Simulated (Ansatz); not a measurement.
Ti2O3: what the smearing entropy tells about the Fermi level

Computed with DFT PBEsol, scalar-relativistic, plane waves, PAW in Ansatz.

```yaml
crystal:
  lattice:
    - [2.57450, 1.48639, 4.54733]
    - [-2.57450, 1.48639, 4.54733]
    - [0.00000, -2.97278, 4.54733]
  atoms:
    - { symbol: Ti, position: [0.84500, 0.84500, 0.84500] }
    - { symbol: Ti, position: [0.65500, 0.65500, 0.65500] }
    - { symbol: Ti, position: [0.15500, 0.15500, 0.15500] }
    - { symbol: Ti, position: [0.34500, 0.34500, 0.34500] }
    - { symbol: O, position: [0.06700, 0.43300, 0.75000] }
    - { symbol: O, position: [0.75000, 0.06700, 0.43300] }
    - { symbol: O, position: [0.43300, 0.75000, 0.06700] }
    - { symbol: O, position: [0.93300, 0.56700, 0.25000] }
    - { symbol: O, position: [0.25000, 0.93300, 0.56700] }
    - { symbol: O, position: [0.56700, 0.25000, 0.93300] }
```

| Item | Value |
| --- | --- |
| plane-wave cutoff | 420 eV |
| Γ-centred k-mesh | 12×12×12 |
| spin treatment | unpolarised |

The same metal under several smearings of width σ, on one mesh. F is the free energy, TS the smearing's entropy term for the cell of 10 atoms, and E = F + TS. Gaussian occupations are ½ erfc[(ε − μ)/σ], and N counts both spins.

```tsv
rule	σ (eV)	F − F(narrowest) (meV/atom)	TS (meV/cell)
Fermi–Dirac	0.02	-0.175	3.783
Fermi–Dirac	0.05	-1.246	26.927
Fermi–Dirac	0.1	-5.710	128.473
Fermi–Dirac	0.2	-28.378	660.952
Fermi–Dirac	0.5	-203.327	3888.853
Gaussian	0.01	0.000	0.113
Gaussian	0.1	-0.696	14.482
Gaussian	0.5	-25.417	610.296
```

Task: For a density of states N (both spins) that is flat over the smeared range, TS = Nσ²/2 (Gaussian) and (π²/3)Nσ² (Fermi–Dirac). What N does each run give?

Result:
```
       rule  σ (eV) N (states/eV a cell)
Fermi–Dirac    0.02                  2.87
Fermi–Dirac    0.05                  3.27
Fermi–Dirac     0.1                  3.91
Fermi–Dirac     0.2                  5.02
Fermi–Dirac     0.5                  4.73
   Gaussian    0.01                  2.26
   Gaussian     0.1                  2.90
   Gaussian     0.5                  4.88
```

Equal entropy needs σ_Gauss = π√(2/3) σ_FD = 2.57 σ_FD, so a Fermi–Dirac width acts like a Gaussian one 2.57 times as large. At moderate widths N lies between 2.87 and 3.91. The drift shows structure in the density of states within the smeared window (a rise with width points to a dip at the Fermi level, a fall to a peak or a steep flank), or a mesh too coarse for the narrower widths. At the narrowest widths only the few mesh levels within σ of μ count, so N can scatter there.

Task: To second order F = E0 − TS/2 and E = E0 + TS/2. How well does E0 = (E + F)/2 undo the smearing?

Result:
```csv
rule,σ (eV),F − E0(narrowest) (meV/atom),(E + F)/2 − E0(narrowest) (meV/atom)
Fermi–Dirac,0.02,-0.18,0.01
Fermi–Dirac,0.05,-1.25,0.10
Fermi–Dirac,0.1,-5.72,0.71
Fermi–Dirac,0.2,-28.38,4.66
Fermi–Dirac,0.5,-203.33,-8.89
Gaussian,0.01,-0.01,0.00
Gaussian,0.1,-0.70,0.02
Gaussian,0.5,-25.42,5.09
```

At Fermi–Dirac 0.1 eV the free energy is off by -5.72 meV/atom and the mean by 0.71. What remains is of order σ⁴ plus the mesh error of the narrowest run, which is no exact reference. Forces and stress are derivatives of F, not of E0, so they keep the σ² error.

5 further runs of this set aren't shown.

Cost: 8 runs of about 15 core-minutes in all, on Intel Xeon Processor @ 2.50GHz (Skylake/Cascade Lake) (shared hosts).

The entropy-derived density of states mostly rises with smearing width, from 2.87 to 5.02 states/eV a cell in the Fermi–Dirac series before slipping to 4.73 at the broadest width. This suggests a Fermi level in a shallow minimum, as in a semimetal. The positive residuals of the mean energy up to 0.2 eV fit the same upward curvature; the sign change at 0.5 eV shows that the low-order expansion has failed there.

The likely origin is the Ti 3d¹ configuration. Face-sharing Ti pairs form a bonding a1g band that would be filled by the available electrons, but it overlaps slightly with the eg^π bands, leaving few states where they meet. Broad smearing then reaches the denser t2g manifold on either side.

Real Ti2O3 is a narrow-gap semiconductor at low temperature, so the metallic state disagrees with experiment. The semilocal functional probably underestimates the a1g–eg^π splitting, which correlation within the Ti pairs enhances. The smearing dependence therefore characterises this computed semimetal, not the thermally driven insulator–metal transition.
